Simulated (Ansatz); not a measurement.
## Al: pressure and energy change per atom against volume scale

Results calculated with Ansatz 0.2.0, not measured. Plane-wave DFT, scalar-relativistic PAW made under PBE with cores redone for the functional, no dispersion; the given relaxed cell is scaled uniformly, energy at zero smearing counts from the unscaled cell, pressure at the given Fermi-Dirac smearing is positive in compression.

The cell before it is scaled or strained (space group Fd-3m, No. 227):
```
Al
1.0
      0.0000     2.9745     2.9745
      2.9745     0.0000     2.9745
      2.9745     2.9745     0.0000
Al
2
Direct
  0.12500 0.12500 0.12500
  0.87500 0.87500 0.87500
```

Settings of every row: spin polarised no; functional LDA; wave cutoff 420 eV; smearing width 0.1 eV; k mesh 10x10x10.

Atom starting moment: 0 on all atoms.

Limits: the cell comes from a prototype or a list of computed structures and needn't be the stable phase.

| row | volume scale | V (Å³/atom) | pressure (GPa) | energy change per atom (meV) |
| --- | --- | --- | --- | --- |
| 1 | 0.88 | 23.159 | 6.88 | 59.18 |
| 2 | 0.92 | 24.212 | 4.11 | 23.95 |
| 3 | 0.96 | 25.265 | ? | ? |
| 4 | 1.04 | 27.37 | -1.49 | 5.6 |
| 5 | 1.08 | 28.423 | -2.69 | 19.96 |
| 6 | 1.12 | 29.475 | -3.67 | 41.41 |

Question: what pressure and energy change per atom should row 3 give?

Worked fit of pressure. Take u = (V_r/V)^(2/3) − 1 with V_r = 27.37 Å³ an atom, which is twice the finite (Eulerian) strain; such expansions in the strain, on which the Birch-Murnaghan equation of state is built, carry the rest volume and the bulk modulus. The shown rows have u = 0.11782, 0.08517, 0, -0.02485, -0.0482. Least squares give pressure = −1.491 + 52.563 × u + 156.48 × u² GPa; a straight line predicts inner rows, each left out in turn, worse (root mean square 0.44 against 0.015 GPa). The rows lie off it by 0.01, -0.01, 0.00, 0.01, -0.01. The pressure vanishes at u = 0.0263, or V = 26.32 Å³ an atom, and there the bulk modulus at fixed shape and fractions is B = −V dP/dV = (2/3)(1 + u) dP/du = 41.6 GPa. The withheld row has u = 0.0548, so the fit gives −1.491 + 52.563 × (0.0548) + 156.48 × (0.0548)² = 1.86 GPa.

The calculation gave 1.84 GPa. The fit lies 0.02 GPa (0.19 % of the column's range) above it; its largest miss of a shown row is 0.01 GPa.

Worked fit of energy change per atom. Take u = (V_r/V)^(2/3) − 1 with V_r = 27.37 Å³ an atom, which is twice the finite (Eulerian) strain; such expansions in the strain, on which the Birch-Murnaghan equation of state is built, carry the rest volume and the bulk modulus. The shown rows have u = 0.11782, 0.08517, 0, -0.02485, -0.0482. Least squares give energy change per atom = 5.521 − 397.853 × u + 7235.08 × u² meV; a straight line predicts inner rows, each left out in turn, worse (root mean square 20 against 0.23 meV). The rows lie off it by 0.10, -0.17, 0.08, 0.08, -0.10 (root mean square 0.11 meV). The withheld row has u = 0.0548, so the fit gives 5.521 − 397.853 × (0.0548) + 7235.08 × (0.0548)² = 5.45 meV.

The calculation gave 5.26 meV. The fit lies 0.19 meV (3.6 % of the value, 0.35 % of the column's range) above it; its largest miss of a shown row is 0.17 meV.
